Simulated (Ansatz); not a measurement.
**Errors in the atomisation enthalpy at 298 K**

8 molecules holding an element past argon; the atomisation enthalpy at 298 K in kJ/mol, computed less measured. Shapes, held fixed at every level: PBE0-D4/def2-TZVP. Flexible molecules stand in one conformer, not always the lowest. Thermal terms are harmonic and unscaled (B3LYP/6-31G*, PBE/def2-SVP, PBE0-D4/def2-TZVP); the spin-orbit lowering of the free atoms is taken from their spectra. Programs: Ansatz 0.2.0. Measured values: Active Thermochemical Tables, CRC Handbook of Chemistry and Physics.

Levels: A = r2SCAN-D4/def2-TZVPP; B = PBE0-D4/def2-TZVPP; C = wB97X-V/def2-TZVPP; D = CCSD/def2-TZVPP.

```
                      molecule  from tabulated heats    A    B    C     D
      IBr (iodine monobromide)                   178   -9   -7  -19   -46
          HI (hydrogen iodide)                   298   -8  -13  -10   -14
                   I2 (iodine)                   151  -16  -11  -25   -52
      SbBr3 (antimony bromide)                   792  +20  +11   +4  -104
CBr3Cl (tribromochloromethane)                  1121   +8  +17  -24  -129
            C2H5I (iodoethane)                  2638   -2   +9  -10   -99
       C3H7Br (1-bromopropane)                  3875   +3  +19   -7  -140
         C3H7I (1-iodopropane)                  3813   +6  +26   -2  -133
```

(1) Which level does best on this set, which worst, and which err to one side?

## Answers

(1) 
| level | kind | mean error | mean absolute error | worst case |
| --- | --- | --- | --- | --- |
| r2SCAN-D4/def2-TZVPP | meta-GGA | +0.2 | 9.0 | SbBr3 |
| PBE0-D4/def2-TZVPP | global hybrid | +6.4 | 14.1 | C3H7I |
| wB97X-V/def2-TZVPP | range-separated hybrid | -11.6 | 12.6 | I2 |
| CCSD/def2-TZVPP | coupled cluster or CI | -89.6 | 89.6 | C3H7Br |

On this set r2SCAN-D4/def2-TZVPP has the smallest mean absolute error and CCSD/def2-TZVPP the largest. wB97X-V/def2-TZVPP is too low in 7 of 8; CCSD/def2-TZVPP is too low in 8 of 8. The heats of SbBr3, C3H7Br, C3H7I come from older tables and can be uncertain by 10 kJ/mol or more. The molecules' own spin-orbit binding is left out, so errors for heavy halides read too negative. Heats of the atoms come from ATcT where it has them. With so many references in doubt the order of the levels isn't settled. For CCSD/def2-TZVPP the error tends to grow with the atomisation enthalpy. Correlated wave functions converge slowly with the basis. CCSD also lacks the triples, which bind further. For atoms past krypton def2 sets carry core potentials with scalar relativity. Relativity is left out for Br. Outer-core shells of Br, I, Sb are correlated, in sets that cover them unevenly. The set is small.

The CCSD deficit depends on the kind of bond as well as on the size of the atomisation enthalpy. I2 has the smallest enthalpy of the set, yet its error is -52 kJ/mol against -14 for HI, though each has a single bond. CBr3Cl likewise falls further short than C2H5I, despite its smaller enthalpy and fewer bonds. Joining two halogens brings filled lone-pair shells together beside a weak σ bond with a low-lying σ* orbital, so much of the binding comes from correlation. Hydrogen brings no lone pairs, and the bond in HI asks less of the correlation treatment. The density functionals take short-range correlation from the density and its derivatives, which probably explains why they avoid so large a deficit in this basis.

The near-zero mean of r2SCAN-D4 reflects cancellation between underbinding in the diatomics and mostly positive errors in the larger molecules, not uniform accuracy. The CCSD results are no verdict on coupled cluster theory, since they don't separate basis incompleteness from missing excitations.
